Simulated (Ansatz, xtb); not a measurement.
# Two isomers of BH8NSi2

We compare X, `B[SiH2]N[SiH3]`, a singlet, with Y, `N[SiH2]B[SiH3]`, a singlet. Both are isolated molecules in the gas phase, relaxed with PBE0-D3(BJ)/def2-SVP; the shapes shown needn't be the lowest conformers.

X (Å):

```xyz
12

B    -0.1240   -1.6973   -0.2006
N     1.3079    0.8088   -1.3875
Si    0.1859   -0.4741   -1.7645
Si    2.1331    1.1125    0.1150
H    -0.8849   -2.6276   -0.3333
H     0.4046   -1.5667    0.8788
H     0.6737   -1.3059   -2.9187
H    -1.1445    0.0741   -2.2021
H     1.5154    1.4700   -2.1303
H     1.1874    1.3605    1.2484
H     3.0165   -0.0246    0.5240
H     2.9761    2.3299   -0.0847
```

Y (Å):

| atom | x (Å) | y (Å) | z (Å) |
| --- | --- | --- | --- |
| B | 0.1009 | -0.9323 | -0.8385 |
| N | 0.8025 | 1.4789 | 0.9451 |
| Si | 0.3469 | 1.0533 | -0.6780 |
| Si | 0.2114 | -2.1380 | 0.7679 |
| H | 1.0961 | 2.4279 | 1.1507 |
| H | 0.2542 | 1.1083 | 1.7143 |
| H | 1.4337 | 1.5395 | -1.5887 |
| H | -0.9285 | 1.6800 | -1.1947 |
| H | -0.0584 | -1.4141 | -1.9372 |
| H | -0.2312 | -1.4695 | 2.0346 |
| H | 1.6724 | -2.4538 | 0.9206 |
| H | -0.5299 | -3.4326 | 0.6477 |

**Question.** Estimate which is lower in electronic energy at CCSD(T)/def2-SVP + ΔMP2/def2-TZVPP, and by roughly how much.

**Answer.** The CCSD(T)/def2-SVP + ΔMP2/def2-TZVPP calculation puts structure X lower, by 62.1 kJ/mol.

How the difference moves with the method:

```json
{"level": "GFN2-xTB", "geometry": "GFN2-xTB", "E(Y) − E(X) (kJ/mol)": "+124.3", "departure from the last row (kJ/mol)": "+62.2", "job, with rough time for the two": "optimisation, 0.66 s"}
{"level": "HF/STO-3G", "geometry": "GFN2-xTB", "E(Y) − E(X) (kJ/mol)": "+58.8", "departure from the last row (kJ/mol)": "−3.3", "job, with rough time for the two": "single point, 0.55 s"}
{"level": "r2SCAN-D4/def2-SVP", "geometry": "GFN2-xTB", "E(Y) − E(X) (kJ/mol)": "+46.5", "departure from the last row (kJ/mol)": "−15.6", "job, with rough time for the two": "single point, 4.4 s"}
{"level": "PBE0-D3(BJ)/def2-SVP", "geometry": "PBE0-D3(BJ)/def2-SVP", "E(Y) − E(X) (kJ/mol)": "+44.8", "departure from the last row (kJ/mol)": "−17.3", "job, with rough time for the two": "optimisation, 2.9 min"}
{"level": "HF/def2-SVP", "geometry": "PBE0-D3(BJ)/def2-SVP", "E(Y) − E(X) (kJ/mol)": "+72.5", "departure from the last row (kJ/mol)": "+10.4", "job, with rough time for the two": "part of the CCSD(T) run"}
{"level": "MP2/def2-SVP", "geometry": "PBE0-D3(BJ)/def2-SVP", "E(Y) − E(X) (kJ/mol)": "+64.1", "departure from the last row (kJ/mol)": "+2.0", "job, with rough time for the two": "part of the CCSD(T) run"}
{"level": "CCSD(T)/def2-SVP", "geometry": "PBE0-D3(BJ)/def2-SVP", "E(Y) − E(X) (kJ/mol)": "+57.0", "departure from the last row (kJ/mol)": "−5.1", "job, with rough time for the two": "single point"}
{"level": "CCSD(T)/def2-SVP + ΔMP2/def2-TZVPP", "geometry": "PBE0-D3(BJ)/def2-SVP", "E(Y) − E(X) (kJ/mol)": "+62.1", "departure from the last row (kJ/mol)": "", "job, with rough time for the two": "single point, 33 s"}
```

As drawn, Y has 1 B–Si, 1 N–H in place of 1 N–Si, 1 B–H.

None of the levels shown reverses the order. The largest departure from CCSD(T)/def2-SVP + ΔMP2/def2-TZVPP is that of GFN2-xTB, 62.2 kJ/mol. The last row adds to CCSD(T) the change of the MP2 difference between the two basis sets, here +5.1 kJ/mol.

With harmonic frequencies from PBE0-D3(BJ)/def2-SVP (ideal gas, rigid rotor, one conformer each, 298.15 K, 1 atm): on the last row, ΔE + ΔZPE = +65.4, ΔH = +65.7, ΔG = +65.9 kJ/mol.

The correlated steps freeze 12 core orbitals. Mirror images aren't counted in ΔG. Run with Ansatz 0.2.0, xtb 6.7.1; the last row on 2 threads of Intel(R) Xeon(R) Processor @ 2.70GHz on a shared host.

X is favoured at every level, and the preference survives the thermal corrections almost unchanged. Moving the silyl group from boron to nitrogen exchanges a B–Si and an N–H bond for an N–Si and a B–H bond. The strongly polar N–Si bond, probably helped by delocalisation of the nitrogen lone pair into silicon-centred σ* orbitals, together with the stronger B–H bond, outweighs the loss of a strong N–H bond. The stiffer N–H stretch in Y probably explains why zero-point energy widens the gap slightly.

In the same small basis, correlation lowers the Hartree–Fock preference from +72.5 to +57.0 kJ/mol, so it moderates the ordering rather than creating it. The close agreement of HF/STO-3G with the final value is therefore best read as error cancellation, while GFN2-xTB gets the sign right but not the size. Neither isomer has a B–N bond, so the result measures silyl placement and says nothing about the usually decisive N→B π donation of aminoboranes.
